\paragraph{Margin 1: what the two limits are.}
The fast solvent polarisation is the response of the solvent electrons, measured by the optical dielectric constant $\epsilon_\infty$. In the self-consistent (SC) limit it equilibrates with the mean charge density of the solute. In the Born--Oppenheimer (BO) limit it follows the transferring electron instantaneously. The names follow Kim and Hynes; ``BO'' here separates solvent electrons from a solute electron, not electrons from nuclei. For a point dipole in a spherical cavity of radius $a$ the Onsager factor in SI form is $f_\infty=2(\epsilon_\infty-1)/[(2\epsilon_\infty+1)4\pi\epsilon_0a^3]$. The assumption examined below is the one inside the BO limit: the solvent electrons are infinitely fast. To see it, give the fast polarisation one quantum $w=\hbar\omega$, measure energies from the zero-point energy of the uncoupled mode, and write for one Cartesian component (components add)
\begin{equation}
H=H_0+w\,b^\dagger b-\sqrt{f_\infty w/2}\;\mu\,(b+b^\dagger).
\label{eq:H}
\end{equation}
$H_0$ contains the solute and the field of the slow, classical coordinates. A fixed dipole relaxes the mode by $-\tfrac12 f_\infty\mu^2$ for any $w$, so $w$ sets only the speed. Since $w\gg k_BT$, the ground state of \eqref{eq:H} is the free energy at fixed slow coordinates.

\paragraph{Margin 2: the inequality is the gap between two bounds.}
A product of a solute state $\psi$ and the best coherent state of the mode gives $G_{SC}[\psi]=\langle H_0\rangle-\tfrac12 f_\infty\langle\mu\rangle^2$, a variational upper bound on the ground energy $G$. Completing the square with $B=b-\sqrt{f_\infty/2w}\,\mu$ gives
\begin{equation}
H=H_0-\tfrac12 f_\infty\mu^2+w\,B^\dagger B .
\label{eq:square}
\end{equation}
Dropping the non-negative last term leaves $G_{BO}[\psi]=\langle H_0\rangle-\tfrac12 f_\infty\langle\mu^2\rangle$, whose minimum is a lower bound. Hence, for one $\psi$,
\begin{equation}
G_{SC}-G_{BO}=\tfrac12 f_\infty\left(\langle\mu^2\rangle-\langle\mu\rangle^2\right)\ge 0,
\qquad \min G_{BO}\le G\le \min G_{SC}.
\end{equation}
The assumption enters at one place, the neglect of $wB^\dagger B$. The condition $B\Psi=0$ ties the oscillator to the instantaneous dipole, and it is compatible with an eigenstate in general only if $[H_0,\mu]=0$ or $w\to\infty$.

\paragraph{Margin 3: conventions of the two-state threshold.}
Take two equivalent charge-localised states, $\mu=\tfrac12\Delta\mu\,\sigma_z$ with no off-diagonal dipole, and $t>0$. Each $\lambda$ is a Marcus reorganisation energy, the vertical diabatic gap at a diabatic minimum, so $\lambda_f=\tfrac12 f_\infty\Delta\mu^2$. With a slow coordinate $x$ equal to $\pm1$ at the diabatic minima,
\begin{equation}
H=\tfrac14\lambda_s x^2-t\sigma_x-h\sigma_z+w\,b^\dagger b-g\,\sigma_z(b+b^\dagger),
\quad h=\tfrac12\lambda_s x,\quad g^2=\tfrac14\lambda_f w .
\label{eq:two}
\end{equation}
For a real trial state with $s=\langle\sigma_z\rangle$ one has $\langle\sigma_x\rangle=\sqrt{1-s^2}$, and minimising over $x$ gives $x=s$. Then
\begin{equation}
G_{SC}=-t\sqrt{1-s^2}-\tfrac14(\lambda_s+\lambda_f)s^2,\qquad
G_{BO}=-t\sqrt{1-s^2}-\tfrac14\lambda_s s^2-\tfrac14\lambda_f ,
\end{equation}
because $\sigma_z^2=1$. The curvature at $s=0$ is $t-\lambda/2$, with $\lambda=\lambda_s+\lambda_f$ (SC) or $\lambda_s$ (BO), so localisation needs $\lambda>2t$. Beyond threshold $s^2=1-(2t/\lambda)^2$ and the barrier is $(\lambda-2t)^2/4\lambda$. For finite $w$, define the susceptibility $\chi$ by $E(h)=E(0)-\tfrac12\chi h^2+\dots$, where $E$ is the ground energy of \eqref{eq:two} without its first term. The curvature in $x$ is $\tfrac12\lambda_s-\tfrac14\chi\lambda_s^2$, and the threshold is $\lambda_s=2/\chi$.

\paragraph{Margin 4: the first correction.}
Let $|n\rangle$ be the eigenstates of $H_0$ with excitation energies $E_{n0}$. Second order in the coupling of \eqref{eq:H}, which is first order in $f_\infty$, reaches the states $|n\rangle|1\rangle$ at energy $w+E_{n0}$:
\begin{equation}
G=E_0-\tfrac12 f_\infty\Big[\mu_{00}^2+\sum_{n\neq0}|\mu_{n0}|^2\frac{w}{w+E_{n0}}\Big].
\label{eq:gen}
\end{equation}
The sum without its weights is the variance $\langle\mu^2\rangle-\langle\mu\rangle^2$. So $w\to0$ gives SC and $w\to\infty$ gives BO: the SC formula treats the electronic polarisation as a slow mode in equilibrium. Expanding for large $w$,
\begin{equation}
G-G_{BO}=\frac{f_\infty}{2w}\sum_n|\mu_{n0}|^2E_{n0}+\dots=\frac{f_\infty}{4w}\big\langle[\mu,[H_0,\mu]]\big\rangle+\dots
\label{eq:dc}
\end{equation}
For two states $[\sigma_z,[H_0,\sigma_z]]=4t\sigma_x$, and \eqref{eq:dc} becomes $(\lambda_f/2w)\,t\langle\sigma_x\rangle$. The correction is a reduction of the coupling, $t\to t(1-\lambda_f/2w)$. This is the first term of the overlap of the oscillator ground states belonging to $\sigma_z=\pm1$, which is $\exp(-2g^2/w^2)=\exp(-\lambda_f/2w)$.

Equation \eqref{eq:gen} holds for any $t/w$. With $\Delta=2\sqrt{t^2+h^2}$ and $s=2h/\Delta$,
\begin{equation}
E(h)=-\frac{\Delta}{2}-\frac{\lambda_f}{4}\Big[s^2+(1-s^2)\frac{w}{w+\Delta}\Big].
\end{equation}
Insert $\Delta\simeq2t+h^2/t$ and $s^2\simeq h^2/t^2$. The bracket has the $h^2$ coefficient $2/[t(w+2t)]-w/[t(w+2t)^2]=(w+4t)/[t(w+2t)^2]$, so
\begin{equation}
\chi=\frac1t\Big[1+\frac{\lambda_f}{2}\,\frac{w+4t}{(w+2t)^2}\Big].
\end{equation}
Inverting to first order in $\lambda_f$, the solute localises for
\begin{equation}
\lambda_s+\kappa\,\lambda_f>2t,\qquad \kappa=\frac{t\,(w+4t)}{(w+2t)^2}.
\label{eq:kappa}
\end{equation}
The weight $\kappa$ falls monotonically from 1 to 0 as $w$ grows, with $\kappa=1-3w/4t+\dots$ for a slow mode and $\kappa=t/w-4(t/w)^3+\dots$ for a fast one. The first correction to the BO threshold is therefore $-t\lambda_f/w$, towards localisation. For $w\gg t$ the leading neglected term in $2/\chi$ comes from the overlap exponential and is $+t\lambda_f^2/4w^2$.

\paragraph{Margin 5: which $w$.}
It is the pole of the reaction-field function, not of $\epsilon$. For one Lorentz oscillator, $\epsilon(E)=1+(\epsilon_\infty-1)w_0^2/(w_0^2-E^2)$ at photon energy $E$, the two standard cavity functions are
\begin{equation}
1-\frac1\epsilon=\Big(1-\frac1{\epsilon_\infty}\Big)\frac{w_L^2}{w_L^2-E^2},\qquad
\frac{2(\epsilon-1)}{2\epsilon+1}=\frac{2(\epsilon_\infty-1)}{2\epsilon_\infty+1}\,\frac{w_D^2}{w_D^2-E^2},
\end{equation}
with $w_L=w_0\sqrt{\epsilon_\infty}$ for the two-sphere model and $w_D=w_0\sqrt{(2\epsilon_\infty+1)/3}$ for the dipole in a sphere. Each is the response of one oscillator, which justifies \eqref{eq:H}. Several modes add at first order, $\kappa\lambda_f\to\sum_k\kappa(w_k)\lambda_k$. Below the electronic absorption onset $\epsilon$ is real and exceeds 1, so no mode lies there. Placing all of $\lambda_f$ at the onset bounds the first-order correction from above.

\paragraph{Margin 6: size for the Creutz--Taube ion in water.}
The ion is $[(\mathrm{NH_3})_5\mathrm{Ru}(\mu\text{-pyrazine})\mathrm{Ru}(\mathrm{NH_3})_5]^{5+}$. Typical inputs, all approximate: $\epsilon_\infty=1.78$, static $\epsilon_s=78.4$, $w_0=13$ eV and an absorption onset of 7 eV for water; an intervalence band near 0.80 eV, read as $t=0.40$ eV; a Ru--Ru distance $R=6.9$ \AA{} and a sphere radius $a=3.4$ \AA. The two-sphere formula for one full electron gives
\begin{equation}
\lambda_{out}=\frac{e^2}{4\pi\epsilon_0}\Big(\frac1a-\frac1R\Big)\Big(\frac1{\epsilon_\infty}-\frac1{\epsilon_s}\Big)=1.18\ \text{eV},
\end{equation}
which exceeds $2t$ and would localise the ion in either limit. The ion is typically placed on the delocalised side of the border. The slow inputs are therefore chosen to reproduce that behaviour: an assumed $\lambda_{out}=0.50$ eV, which in the same formula corresponds to a transferred charge of $0.65\,e$, and an assumed inner-sphere $\lambda_{in}=0.20$ eV, so $\lambda_s=0.70$ eV. The single well found below in the BO limit is thus built in and confirms nothing.

The ratio $\lambda_f/\lambda_{out}$ is the cavity function at $\epsilon_\infty$ divided by its increase from $\epsilon_\infty$ to $\epsilon_s$. It is 0.80 for two spheres and 0.54 for the dipole in a sphere. The model then gives:
\begin{center}
\begin{tabular}{lcccc}
case & $\lambda_f$ (eV) & $w$ (eV) & $\kappa$ & $\kappa\lambda_f$ (meV)\\
two spheres & 0.40 & 17.3 & 0.023 & 9\\
dipole in sphere & 0.27 & 16.0 & 0.025 & 7\\
two spheres, all strength at onset & 0.40 & 7 & 0.057 & 23
\end{tabular}
\end{center}
The following uses the first row. In the SC limit $\lambda_s+\lambda_f=1.10$ eV exceeds $2t=0.80$ eV: the model ion localises with $s=0.69$ and a barrier of 20 meV. In the BO limit it stays delocalised with a margin $2t-\lambda_s=0.10$ eV, which the correction reduces to 0.09 eV. For the symmetric state $G_{SC}-G_{BO}=\lambda_f/4=0.10$ eV, and $G$ lies above $G_{BO}$ by the fraction $2t/(w+2t)=0.044$ of this gap, 4 meV. The expansion parameter is $\lambda_f/2w=0.012$ and the next term in the threshold is 0.05 meV; diagonalising \eqref{eq:two} with eight oscillator levels reproduces $2t-\kappa\lambda_f$ to within 0.1 meV. Within the model the two limits give opposite answers, and the finite-speed result lies a few per cent of the way from BO to SC.

\paragraph{Margin 7: a spectroscopic $t$ already contains the correction.}
At $x=0$ the lower and upper states shift by $-g^2/(w+2t)$ and $-g^2/(w-2t)$, so the optical gap is
\begin{equation}
E_{op}=2t-\frac{\lambda_f\,t\,w}{w^2-4t^2},\qquad
(2t-\kappa\lambda_f)-E_{op}=\frac{8\lambda_f t^3}{(w+2t)^2(w-2t)} .
\end{equation}
The difference is 0.04 meV for the first row. Its sign is general. The operator $\sigma_x(-1)^{b^\dagger b}$ is conserved at $h=0$ and $\sigma_z$ is odd under it. In $\chi=2\sum_n|\langle n|\sigma_z|0\rangle|^2/(E_n-E_0)$, now over exact eigenstates, the weights sum to $\langle\sigma_z^2\rangle=1$ and no denominator is smaller than $E_{op}$, the lowest odd excitation. Hence $2/\chi\ge E_{op}$ at any coupling. The practical rule: if $2t$ is read in the same solvent from the gap at $x=0$, the low-energy edge of the band for a classical $x$, then the BO criterion $\lambda_s>E_{op}$ needs no correction at the meV level. Subtracting $\kappa\lambda_f$ again would count it twice. The 9 meV applies to a bare $t$, such as one computed without the solvent electrons. Margin 6 used 0.40 eV as a bare value, and the distinction moves $t$ by about one per cent.

\paragraph{Margin 8: neglected terms of equal or larger size.}
First, slow modes are not infinitely slow. Equation \eqref{eq:kappa} applies to any mode at zero temperature. If $\lambda_{in}$ sits in a Ru--N stretch with a typical quantum of 0.06 eV, then $\kappa=0.90$ and the loss $(1-\kappa)\lambda_{in}$ is 0.02 eV, opposite in sign to the electronic correction and about twice as large. One figure is all it supports: $\lambda_{in}/2t=0.25$ is not very small and the mode is partly excited thermally. Second, at 298 K $k_BT=25.7$ meV. The upper adiabatic state is empty ($2t/k_BT=31$), but a double well traps nothing until its barrier reaches about $k_BT$. Solving $(\lambda-2t)^2/4\lambda=k_BT$ gives $\lambda=1.14$ eV, which is 0.34 eV past the threshold. Even the SC barrier of Margin 6 is below $k_BT$. Third, the assumed $\lambda_s$ is uncertain by more than all entries of the last column, as the step from 1.18 to 0.50 eV shows. The finite-speed correction therefore decides which limit is the right starting point; it does not decide the class of the real ion.

\paragraph{Margin 9: the BO formula must not be applied to all solute electrons.}
In \eqref{eq:gen} each transition carries its own weight $w/(w+E_{n0})$. With $w=17.3$ eV it is 0.96 for the intervalence transition, 0.88 for a metal-to-pyrazine transition at a typical 2.3 eV, and one half for a solute excitation at $E_{n0}=w$. The unrestricted $\langle\mu^2\rangle$ includes ligand and core-level excitations, for which the expansion \eqref{eq:dc} fails and the terms of \eqref{eq:gen} are the solute--solvent dispersion energy. The BO limit is a statement about $\mu$ projected on a low-lying subspace. The bound of Margin 2 survives in the full space but is no longer tight.

\paragraph{Margin 10: the same estimate in a gate oxide.}
For a carrier shared between two equivalent trap sites in HfO$_2$, with typical $\epsilon_\infty=4$, $\epsilon_s=22$ and a gap of 5.7 eV, the two-sphere ratio is $\lambda_f/\lambda_{out}=3.7$. With an assumed $t=0.40$ eV and all strength placed at the gap, $\kappa=0.069$, so the host electrons add at most $0.25\,\lambda_{out}$ to first order, where the SC limit adds $3.7\,\lambda_{out}$. These are the model's numbers, for a continuum that is crude at bond-length separations. They show the trend: a larger $\epsilon_\infty$ and a smaller gap enlarge the correction to the BO threshold, and they enlarge the overestimate of localisation in the SC limit much more.